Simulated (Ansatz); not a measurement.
Electron–phonon coupling and T_c of Au, calculated with Ansatz

Space group Fm-3m (No. 225), 1 atom in the cell of the first input below: a = 2.887 Å, b = 2.887 Å, c = 2.887 Å, α = 60.00°, β = 60.00°, γ = 60.00°.

The cell was built from a prototype of a structure type listed for this element, relaxed without spin–orbit coupling to zero pressure (pressure 0.0 GPa with this functional, without spin–orbit coupling). Functional: PBEsol.

Input:

```yaml
crystal:
  lattice:
    - [0.0, 2.0414472272, 2.0414472272]
    - [2.0414472272, 0.0, 2.0414472272]
    - [2.0414472272, 2.0414472272, 0.0]
  atoms:
    - { symbol: Au, position: [0.0, 0.0, 0.0] }
basis:
  ecutwfc: 420
  ecutrho_ratio: 4
kpoints:
  mp_grid: { grid: [15, 15, 15] }
hamiltonian:
  xc: pbesol
scf:
  occupations: { method: methfessel_paxton, width: 0.2 }
output: {}
phonons:
  supercell: [3, 3, 3]
  qpath:
    path:
      - [[0.0, 0.0, 0.0], [0.5, 0.0, 0.5], [0.625, 0.25, 0.625]]
      - [[0.375, 0.375, 0.75], [0.0, 0.0, 0.0], [0.5, 0.5, 0.5], [0.5, 0.25, 0.75], [0.5, 0.0, 0.5]]
    npoints: 6
  electrical_resistivity: { mesh: [30, 30, 30], temperatures: [50, 100, 200, 300, 500] }
  superconductivity: { mesh: [30, 30, 30], eliashberg_equations: false }
```

```bash
ansatz run input.yaml --threads 8 --pin off --max-ram 15360MiB --backend cpu --events-out ev --progress --plain --runs-dir out
```

Time: 76 s on 8 threads of Arm Neoverse V2 (shared host), peak memory 7.6 GiB.

On the finest mesh λ = 0.1678, ω_log = 9.101 meV, N(E_F) = 0.142 states per eV, spin and cell. λ by mesh: 30×30×30 0.168, 15×15×15 0.176.

What T_c does McMillan's formula in the Allen–Dynes form give for μ* = 0.10?

T_c = (ω_log/1.2) exp[−1.04(1+λ)/(λ − μ*(1+0.62λ))] = (105.61 K/1.2) × exp(−1.2145/0.0574) = a value under 10^-7 K, that is no superconductivity at this level.

Caveats: no spin-orbit coupling, which matters for these elements; small supercell, couplings not converged in it.

Gold comes out as a very weakly coupled metal, consistent with the absence of observed superconductivity in the bulk element at ambient pressure. The filled 5d shell lies below the Fermi level, leaving broad, mainly sp-derived states there. Their low density, 0.142 states per eV, spin and cell, and the effective screening of ionic displacements probably account for the small λ of 0.1678. The heavy atoms favour low phonon frequencies, but this alone does not explain the vanishing T_c: at fixed force constants the mass cancels in λ and enters only through the frequency prefactor.

The decisive factor is the near-cancellation between phonon-mediated attraction and Coulomb repulsion, which leaves only 0.0574 in the denominator of the exponent. Even the modest change in λ between the two meshes therefore shifts T_c strongly in relative terms, while leaving it negligible. The result supports the absence of phonon-mediated superconductivity at practically accessible temperatures, not a meaningful numerical T_c. Since μ* is assumed rather than calculated, it also cannot establish that the normal state persists to absolute zero.
